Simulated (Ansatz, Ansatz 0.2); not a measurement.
# High-frequency dielectric constant of antiferromagnetic MnO: dependence on the functional and the Hubbard U

## Reference data

The reference comes from infrared reflectivity of a single-crystal MnO platelet with a (100) surface, recorded up to 8000 cm⁻¹: "Magnetic-order induced phonon splitting in MnO from far-infrared spectroscopy" (2007, arXiv:0707.0820). The electronic dielectric constant is 4.85 as an average over 5–305 K, with individual values scattering from 4.7 to 5.0. The spectral range reaches well above the phonons and stays below the band gap, so the quantity is the response of the electrons with the ions at rest, which is also what we compute. It is obtained by fitting a reflectivity, so any error in the absolute reflectivity enters it directly. The average also spans the antiferromagnetic and the paramagnetic phase, whereas our calculations describe the ordered one.

| compared with | measured | source's wording or label | method |
| --- | --- | --- | --- |
| eps_inf | 4.85 | electronic dielectric constant, average over 5-305 K (scatter 4.7 to 5.0) | infrared reflectivity up to 8000 cm-1 |

Conditions are those given with the value in the passage it was taken from; "not stated" means there, and the paper may say more elsewhere. The values are a selection: others may have been left out beforehand as unlike or outlying.

## Method

We look for the cheapest level of theory that gives ε∞ within 3 % of 4.85, that is, within about 0.15. This corresponds to about 1.5 % in the refractive index, enough for estimates of optical reflection and of the screening of polar phonons. The tolerance is our choice for this study.

The model is the rock-salt crystal at its measured cell, a = 4.446 Å, with Mn moments one lattice constant apart opposed, so that the magnetic cell holds two formula units. The atoms are fixed; thermal and zero-point motion should change ε∞ only slightly, and we apply no correction for them.

We begin with a semilocal functional and independent-particle transitions, then add a Hubbard U on the Mn d states, and after that the local fields and the exchange-correlation kernel. The k-point mesh and the choice of functional are to be checked where the verdict depends on them. Semilocal functionals make the gap of such an oxide too small and ε∞ too large; the question is how much of that excess a U removes.

System: MnO (manganese monoxide), rock salt; Fm-3m (no. 225), 4 atoms, a, b, c = 4.446, 4.446, 4.446 A; measured structure, COD 1514099; antiferromagnetic order, moments 4.44 A apart opposed.

## 1. PBEsol without a Hubbard U

Plain PBEsol with independent-particle transitions is the simplest description and sets the baseline for everything added later. Because we expect a small gap, we use a dense mesh with k·p interpolation from the outset. We expect ε∞ to come out clearly above the measured value.

**Run 1.** Ansatz 0.2: PBEsol; PAW set soft_1 (PAW files made with PBE), 420 eV, SCF mesh 9x9x9; independent-particle spectrum on 14x14x14 interpolated by k.p, the sum completed beyond the bands summed, Gaussian lines exp(-(dE/s)^2) with s = 0.1 eV.

Key lines of the input:
```
crystal: [cell as above, atoms with start moments Mn:4 Mn:-4]
magnetization:
  spin_polarized: true
kpoints:
  mp_grid: { grid: [9, 9, 9] }
  band_path: [path through the special points]
scf:
  occupations: { method: gaussian, width: 0.02 }
  n_extra_bands: 8
hamiltonian:
  xc: pbesol
  pseudopotentials: { kind: paw, azcp: { folder: soft_1 }, xc_functional: pbe }
output:
  optics:
    e_range: [0, 14]
    de: 0.025
    sigma: 0.1
    nscf_kmesh: { grid: [14, 14, 14] }
    kdotp_interpolation: "on"
    bands: { spectra_wanted_up_to: 14 }
  write_bands: true
```

Command:
```
ansatz run input.yaml --threads 4 --pin off --max-ram 8192MiB --backend cpu --events-out ev --progress --plain --runs-dir out
```

Selected lines of the output:
```
# eps_inf(xx yy zz) = 8.212224 8.212224 8.212224
[every n-th row: energy in eV, eps2 xx yy zz]
1.000000 2.030205e-5 2.030205e-5 2.030205e-5
2.000000 3.522560e0 3.522560e0 3.522560e0
```

Converged; 94 s on 4 cores of Intel Xeon Platinum 8488C (Sapphire Rapids), shared host. Warnings: optics_gap_not_shown_off_mesh (in short: For spectra treating the state as insulating, no gap beyond the smearing width was shown at high-symmetry points off the summed mesh, so low-energy eps1 and loss may be wrong).

| quantity | run 1 | measured | deviation |
| --- | --- | --- | --- |
| eps_inf | 8.212 | 4.85 | +3.362 (+69.3 %) |

PBEsol gives 8.21, which is 69 % too high. Absorption is negligible at 1 eV but already strong at 2 eV, so transitions at low energy contribute heavily to the static value. The program warns that it could not show a gap wider than the smearing at high-symmetry points off the summed mesh, which leaves the low-energy response, and with it ε∞, less certain. An excess of this size nevertheless calls for a change in the electronic structure before any refinement of the response.

## 2. A Hubbard U, on two meshes

We add U = 3.9 eV on the Mn d states, which should push occupied and empty d states apart and lower ε∞ considerably at little extra cost. The spectrum is calculated on an 8×8×8 and a 14×14×14 mesh, both with k·p interpolation, to see whether the lighter sampling is enough once the gap has widened.

**Run 2.** Ansatz 0.2: PBEsol with U = 3.9 eV on Mn d; PAW set soft_1 (PAW files made with PBE), 420 eV, SCF mesh 9x9x9; independent-particle spectrum on 8x8x8 interpolated by k.p, the sum completed beyond the bands summed, Gaussian lines exp(-(dE/s)^2) with s = 0.1 eV.

Key lines of the input, as changed from run 1:
```diff
  kpoints:
-   band_path: [path through the special points]
  scf:
-   n_extra_bands: 8
  hamiltonian:
+   hubbard: [{ species: Mn, l: d, u_eff: 3.9 }]
  output:
    optics:
-     nscf_kmesh: { grid: [14, 14, 14] }
+     nscf_kmesh: { grid: [8, 8, 8] }
-   write_bands: true
```

Selected lines of the output:
```
# eps_inf(xx yy zz) = 5.205942 5.205942 5.205942
```

Converged; 65 s on 4 cores of Arm Neoverse V1, shared host. Warnings: optics_gap_not_shown_off_mesh.

**Run 3.** Ansatz 0.2: PBEsol with U = 3.9 eV on Mn d; PAW set soft_1 (PAW files made with PBE), 420 eV, SCF mesh 9x9x9; independent-particle spectrum on 14x14x14 interpolated by k.p, the sum completed beyond the bands summed, Gaussian lines exp(-(dE/s)^2) with s = 0.1 eV.

Key lines of the input, as changed from run 1:
```diff
  hamiltonian:
+   hubbard: [{ species: Mn, l: d, u_eff: 3.9 }]
```

Selected lines of the output:
```
# eps_inf(xx yy zz) = 5.205029 5.205029 5.205029
[every n-th row: energy in eV, eps2 xx yy zz]
2.000000 3.163502e-6 3.163502e-6 3.163502e-6
```

Converged; 95 s on 4 cores of Intel Xeon Platinum 8488C (Sapphire Rapids), shared host. Warnings: optics_gap_not_shown_off_mesh.

| quantity | run 2 | run 3 | measured |
| --- | --- | --- | --- |
| eps_inf | 5.206 | 5.205 | 4.85 |

The Hubbard U removes most of the excess: ε∞ falls from 8.21 to 5.21, and absorption at 2 eV is now negligible. The result is still 7.3 % above the measured value and misses the target. The two meshes differ by only 0.001, so k-point sampling does not explain the remainder, and the 8×8×8 mesh is sufficient for ε∞ at this level.

## 3. Local fields and the exchange-correlation kernel

Independent-particle transitions leave out the local fields, which lower ε∞, and the exchange-correlation kernel, which raises it again. We keep PBEsol with the same U and calculate the static response by perturbation theory, which contains both. We expect a net decrease, since the local fields usually outweigh the kernel; to reach the target it would have to amount to at least 0.2.

**Run 4.** Ansatz 0.2: PBEsol with U = 3.9 eV on Mn d; PAW set soft_1 (PAW files made with PBE), 420 eV, SCF mesh 9x9x9; static response by perturbation theory with local fields and the xc kernel, solved on 10x10x10 and summed on 10x14x14.

Key lines of the input, as changed from run 2:
```diff
  scf:
-   occupations: { method: gaussian, width: 0.02 }
+   occupations: { method: fixed }
- output:
-   optics:
-     e_range: [0, 14]
-     de: 0.025
-     sigma: 0.1
-     nscf_kmesh: { grid: [8, 8, 8] }
-     kdotp_interpolation: "on"
-     bands: { spectra_wanted_up_to: 14 }
+ dielectric: {}
```

Selected lines of the output:
```
  ε∞ (high-frequency dielectric tensor):
        5.196497    -0.004808    -0.004808
  solved inside a basis spanned on kpoints, on 10×10×10 k-points, its susceptibility summed on 10×14×14: ε∞ is read to err by 1.3e-2, Z* by 1.6e-2 e (field_mesh: kpoints solves on kpoints); Z* is corrected for what the basis …
```

Converged; 2.1 min on the same hardware.

| quantity | run 4 | measured | deviation |
| --- | --- | --- | --- |
| eps_inf | 5.196 | 4.85 | +0.346 (+7.1 %) |

Perturbation theory gives 5.20, practically the independent-particle value. The difference of 0.009 is smaller than the program's own error estimate of 0.013, so local fields and kernel nearly cancel here, and the net decrease we had expected does not appear. The result remains 7.1 % too high. The small off-diagonal elements are compatible with the antiferromagnetic order, which lowers the cubic symmetry.

## 4. Sensitivity to functional and U

Since the response treatment changes so little, we return to the cheaper independent-particle spectrum and vary the ground state in two separate ways. PBE with the same U replaces the functional and also matches the PAW files, which were made with PBE; we expect a small change. PBEsol with U = 5.9 eV shows how strongly ε∞ depends on a parameter that was not derived for MnO. The larger U should lower ε∞, but agreement obtained that way would be an adjustment of the parameter and not a prediction.

**Run 5.** Ansatz 0.2: PBE with U = 3.9 eV on Mn d; PAW set soft_1, 420 eV, SCF mesh 9x9x9; independent-particle spectrum on 14x14x14 interpolated by k.p, the sum completed beyond the bands summed, Gaussian lines exp(-(dE/s)^2) with s = 0.1 eV.

Key lines of the input, as changed from run 3:
```diff
  hamiltonian:
-   xc: pbesol
-   pseudopotentials: { kind: paw, azcp: { folder: soft_1 }, xc_functional: pbe }
+   xc: pbe
+   pseudopotentials: { kind: paw, azcp: { folder: soft_1 } }
```

Selected lines of the output:
```
# eps_inf(xx yy zz) = 5.067645 5.067645 5.067645
[every n-th row: energy in eV, eps2 xx yy zz]
4.000000 1.987525e0 1.987525e0 1.987525e0
```

Converged; 1.8 min on the same hardware. Warnings: optics_gap_not_shown_off_mesh.

**Run 6.** Ansatz 0.2: PBEsol with U = 5.9 eV on Mn d; PAW set soft_1 (PAW files made with PBE), 420 eV, SCF mesh 9x9x9; independent-particle spectrum on 14x14x14 interpolated by k.p, the sum completed beyond the bands summed, Gaussian lines exp(-(dE/s)^2) with s = 0.1 eV.

Key lines of the input, as changed from run 1:
```diff
  hamiltonian:
+   hubbard: [{ species: Mn, l: d, u_eff: 5.9 }]
```

Selected lines of the output:
```
# eps_inf(xx yy zz) = 4.792954 4.792954 4.792954
[every n-th row: energy in eV, eps2 xx yy zz]
2.000000 8.122598e-13 8.122598e-13 8.122598e-13
```

Converged; 91 s on the same hardware. Warnings: optics_gap_not_shown_off_mesh.

| quantity | run 5 | run 6 | measured |
| --- | --- | --- | --- |
| eps_inf | 5.068 | 4.793 | 4.85 |

PBE with U = 3.9 eV gives 5.07, lower than PBEsol by 0.14 but still 4.5 % above experiment. The change of functional is thus not negligible, though too small to reach the target.

Raising U to 5.9 eV in PBEsol lowers ε∞ by 0.41 to 4.79, which is 1.2 % below the measured value and within the target. The extra 2 eV of U shifts ε∞ by more than the whole tolerance, so this pass depends on the choice of U. It does not show that 5.9 eV is the right value for MnO, and a response with local fields and kernel at this larger U is not shown in this report. The program repeats its warning about the gap off the summed mesh; on the mesh itself, absorption at 2 eV is negligible.

## 5. r²SCAN with the smaller U

A better functional may lower ε∞ without a larger U. The meta-GGA r²SCAN usually localises d electrons more strongly and opens wider gaps than PBE, so we combine it with U = 3.9 eV and expect a value below 5.07. A U of this size is common with GGAs and may be too large for r²SCAN, which has to be borne in mind if ε∞ drops far. We keep the independent-particle spectrum and use a cutoff of 500 eV.

**Run 7.** Ansatz 0.2: r2SCAN with U = 3.9 eV on Mn d; PAW set soft_1, 500 eV, SCF mesh 9x9x9; independent-particle spectrum on 14x14x14 interpolated by k.p, the sum completed beyond the bands summed, Gaussian lines exp(-(dE/s)^2) with s = 0.1 eV.

Key lines of the input, as changed from run 3:
```diff
  hamiltonian:
-   xc: pbesol
-   pseudopotentials: { kind: paw, azcp: { folder: soft_1 }, xc_functional: pbe }
+   xc: r2scan
+   pseudopotentials: { kind: paw, azcp: { folder: soft_1 } }
```

Selected lines of the output:
```
# eps_inf(xx yy zz) = 4.243071 4.243071 4.243071
[every n-th row: energy in eV, eps2 xx yy zz]
4.000000 4.969795e-1 4.969795e-1 4.969795e-1
```

Converged; 2.8 min on the same hardware. Warnings: optics_gap_not_shown_off_mesh; stability_check_not_made (in short: The check of whether a lower-energy state lies beside the converged one was not made, or read nothing reliable, so this state is unconfirmed).

| quantity | run 7 | measured | deviation |
| --- | --- | --- | --- |
| eps_inf | 4.243 | 4.85 | −0.607 (−12.5 %) |

r²SCAN with U = 3.9 eV gives 4.24, which is 12.5 % too low, so the step down from PBE is much larger than the target required. Absorption at 4 eV is about a quarter of that in PBE with the same U, in line with transitions moved to higher energy. This fits the concern that a U chosen for GGAs is too large for r²SCAN, but it remains a conjecture, since r²SCAN with a smaller U is not shown in this report. The cutoff also rose from 420 to 500 eV, though we would not expect that to account for a change of 0.82. The program adds that it has not confirmed the converged state as the one of lowest energy, a reservation that applies to this result.

## 6. Full static response for PBE and r²SCAN

The near-cancellation of local fields and kernel was found for PBEsol and need not carry over to other functionals. We therefore repeat the perturbation-theory calculation for PBE and r²SCAN, both with U = 3.9 eV. PBE needs a decrease of only about 0.07 to come within 3 %, while r²SCAN would have to rise by about 0.46. We expect a small change for PBE; for r²SCAN the kernel may raise ε∞ more noticeably, but hardly by that much.

**Run 8.** Ansatz 0.2: PBE with U = 3.9 eV on Mn d; PAW set soft_1, 420 eV, SCF mesh 9x9x9; static response by perturbation theory with local fields and the xc kernel, solved on 10x10x10 and summed on 10x14x14.

Selected lines of the output:
```
  ε∞ (high-frequency dielectric tensor):
        5.087595    -0.005182    -0.005182
  solved inside a basis spanned on kpoints, on 10×10×10 k-points, its susceptibility summed on 10×14×14: ε∞ is read to err by 1.3e-2, Z* by 1.6e-2 e (field_mesh: kpoints solves on kpoints); Z* is corrected for what the basis …
```

Converged; 2.1 min on the same hardware.

**Run 9.** Ansatz 0.2: r2SCAN with U = 3.9 eV on Mn d, SCF mesh 9x9x9; static response by perturbation theory with local fields and the xc kernel.

Selected lines of the output:
```
Error: dielectric: with hamiltonian.xc: <meta-GGA that reads τ> with magnetization.spin_polarized: true — the kernel of the first-order τ under a τ-dependent (meta-GGA) functional is the unpolarised one; set magnetization.spin_polarized: false, or use an LDA …
```

Input refused; 4 cores of Intel Xeon Platinum 8488C (Sapphire Rapids), shared host.

| quantity | run 8 | measured |
| --- | --- | --- |
| eps_inf | 5.088 | 4.85 |

For PBE with U = 3.9 eV the full response gives 5.09, 4.9 % above experiment. This is 0.02 higher than the independent-particle value, a difference hardly larger than the program's error estimate of 0.013. As with PBEsol, local fields and kernel nearly cancel, and PBE still misses the target.

The r²SCAN calculation was refused, because the program has no spin-polarised form of the kernel that this meta-GGA needs. Its ε∞ of 4.24 therefore remains an independent-particle value, and the net effect of local fields and kernel on it is not shown in this report.

## 7. Plane-wave cutoff and spin-orbit coupling

The only result within the target is PBEsol with U = 5.9 eV, and it rests on the same cutoff and the same neglect of spin-orbit coupling as the run at 3.9 eV. We test both at the smaller U, once with the cutoff lowered to 300 eV and once with the coupling included. The lower cutoff shows how sensitive ε∞ is to the basis, though it cannot prove 420 eV converged. For a 3d oxide we expect the coupling to matter little. Both tests apply strictly to U = 3.9 eV and can only support the result at the larger U indirectly.

**Run 10.** Ansatz 0.2: PBEsol with U = 3.9 eV on Mn d; PAW set soft_1 (PAW files made with PBE), 300 eV, SCF mesh 9x9x9; independent-particle spectrum on 14x14x14 interpolated by k.p, the sum completed beyond the bands summed, Gaussian lines exp(-(dE/s)^2) with s = 0.1 eV.

Key lines of the input, as changed from run 3:
```diff
+ basis:
+   ecutwfc: 300
```

Selected lines of the output:
```
# eps_inf(xx yy zz) = 5.164304 5.164304 5.164304
```

Converged; 98 s on 4 cores of Arm Neoverse V1, shared host. Warnings: cutoff_below_recommended (in short: A typed cutoff is below a recommended value, from the records, the datasets' recipe or DFPT's needs, possibly lowering the density cutoff; compare with a higher-cutoff run); optics_gap_not_shown_off_mesh.

**Run 11.** Ansatz 0.2: PBEsol with U = 3.9 eV on Mn d and spin-orbit coupling; PAW set soft_1 (PAW files made with PBE), 420 eV, SCF mesh 9x9x9; independent-particle spectrum on 14x14x14 interpolated by k.p, the sum completed beyond the bands summed, Gaussian lines exp(-(dE/s)^2) with s = 0.1 eV.

Key lines of the input, as changed from run 3:
```diff
  magnetization:
-   spin_polarized: true
+   noncollinear: true
+   spin_orbit: true
  scf:
-   n_extra_bands: 8
+   n_extra_bands: 16
  hamiltonian:
-   pseudopotentials: { kind: paw, azcp: { folder: soft_1 }, xc_functional: pbe }
+   pseudopotentials: { kind: paw_fr, azcp: { folder: soft_1 }, xc_functional: pbe }
```

Selected lines of the output:
```
SCF 1 converged in 12 iterations: F = -8857.744126 eV  dr2 = 1.51e-8
  greatest PAW one-centre occupation: 1.000 electrons in one spin orbital (limit 2), on the Mn atom at site 0 (counted from 0), in its partial waves of l = …
NSCF: frozen V_eff on 58 k-points
NSCF: frozen V_eff on 744 k-points
[this step stopped at its time limit, 1575 s]
```

Cut off at its time limit; 26 min on 4 cores of Arm Neoverse V2, shared host. Warnings: settled_levels_scf_threshold_loose (in short: The SCF convergence threshold is looser than the default for the requested outputs, so unsettled empty levels may shift spectral lines, matrix elements or slopes).

| quantity | run 10 | measured |
| --- | --- | --- |
| eps_inf | 5.164 | 4.85 |

Lowering the cutoff from 420 to 300 eV reduces ε∞ by 0.04, to 5.16. This is under 1 % and well below the 0.41 gained by raising U, even though 300 eV lies below the recommended cutoff. PBEsol with U = 3.9 eV misses the target at both settings. The comparison does not establish how far 420 eV is from convergence, nor does it test the cutoff at U = 5.9 eV.

The spin-orbit calculation converged its ground state but reached its time limit, after 26 minutes, before the spectrum was finished. It yields no ε∞, so the effect of the coupling remains open; that it is small for a 3d oxide is still only our expectation.

## Comparison with experiment

| run | settings | eps_inf | deviation | cost | status |
| --- | --- | --- | --- | --- | --- |
| 1 | PBEsol, PAW set soft_1 (PAW files made with PBE), 420 eV, the sum completed beyond the bands summed, Gaussian lines exp(-(dE/s)^2) with s = 0.1 eV | 8.212 | +3.362 (+69.3 %) | 6.3 core-min |  |
| 2 | PBEsol with U = 3.9 eV on Mn d, PAW set soft_1 (PAW files made with PBE), 420 eV, the sum completed beyond the bands summed | 5.206 | +0.356 (+7.3 %) | 4.3 core-min |  |
| 3 | PBEsol with U = 3.9 eV on Mn d, PAW set soft_1 (PAW files made with PBE), 420 eV, the sum completed beyond the bands summed | 5.205 | +0.355 (+7.3 %) | 6.3 core-min |  |
| 4 | PBEsol with U = 3.9 eV on Mn d, PAW set soft_1 (PAW files made with PBE), 420 eV, solved on 10x10x10 and summed on 10x14x14 | 5.196 | +0.346 (+7.1 %) | 8.3 core-min |  |
| 5 | PBE with U = 3.9 eV on Mn d, PAW set soft_1, 420 eV, the sum completed beyond the bands summed, Gaussian lines exp(-(dE/s)^2) with s = 0.1 eV | 5.068 | +0.218 (+4.5 %) | 7 core-min |  |
| 6 | PBEsol with U = 5.9 eV on Mn d, PAW set soft_1 (PAW files made with PBE), 420 eV, the sum completed beyond the bands summed | 4.793 | −0.057 (−1.2 %) | 6.1 core-min |  |
| 7 | r2SCAN with U = 3.9 eV on Mn d, PAW set soft_1, 500 eV, the sum completed beyond the bands summed, Gaussian lines exp(-(dE/s)^2) with s = 0.1 eV | 4.243 | −0.607 (−12.5 %) | 11 core-min |  |
| 8 | PBE with U = 3.9 eV on Mn d, PAW set soft_1, 420 eV, solved on 10x10x10 and summed on 10x14x14 | 5.088 | +0.238 (+4.9 %) | 8.4 core-min |  |
| 9 | r2SCAN with U = 3.9 eV on Mn d, static response by perturbation theory with local fields and the xc kernel | – |  | – | input refused |
| 10 | PBEsol with U = 3.9 eV on Mn d, PAW set soft_1 (PAW files made with PBE), 300 eV, the sum completed beyond the bands summed | 5.164 | +0.314 (+6.5 %) | 6.5 core-min |  |
| 11 | PBEsol with U = 3.9 eV on Mn d and spin-orbit coupling, PAW set soft_1 (PAW files made with PBE), 420 eV, the sum completed beyond the bands summed | – |  | 1.8 core-h | cut off at its time limit |
|  | measured | 4.85 |  |  |  |

## Discussion

PBEsol with U = 5.9 eV meets the 3 % target: ε∞ = 4.79 lies 1.2 % below the measured average of 4.85, at a cost of about 6 core-minutes. The agreement depends on the chosen U and is not a prediction. With U = 3.9 eV, an equally common choice, PBEsol is 7.3 % too high and PBE 4.5 %. The measured values scatter up to 5.0, and against that upper end the result at 5.9 eV would miss, while PBE with U = 3.9 eV would pass.

The decisive step was adding U, which removed most of the 69 % excess of plain PBEsol. In PBEsol and PBE with U = 3.9 eV, local fields and the exchange-correlation kernel together changed ε∞ by no more than 0.02, so the cheaper independent-particle spectrum served as well there. r²SCAN with the same U came out 12.5 % too low, possibly because this U is too large for it. Two attempts brought no value: the r²SCAN response was refused, and the spin-orbit calculation ran out of time.

The excess of PBEsol and PBE at U = 3.9 eV, 0.2 to 0.4, probably reflects a gap that is still too small, but a comparison of gaps with experiment is not shown in this report. The missing electron-hole attraction would raise ε∞ by an unknown amount. It would add to the excess at 3.9 eV and could also lift the result at 5.9 eV above the target, if the rise exceeded about 0.2. The checks of mesh and cutoff shown here are for 3.9 eV, where they changed ε∞ by 0.001 and 0.04. Still open are the effect of spin-orbit coupling, the full response at U = 5.9 eV and an independent justification of that U; a U derived from first principles for MnO would be the natural next step.

[Logs are printed without paths, hosts, clocks, repeated set-up lines and the standing remarks that a program may print on its own settings, such as how far it seeks lower states.]

[The runs shown are a pick from a larger set of finished runs; failed, doubtful and other runs were left out of it ahead of writing. So were measured values far from every level or from commonly accepted values, and agreement can look better than it is. Lines of input and output are excerpts and may be shortened.]
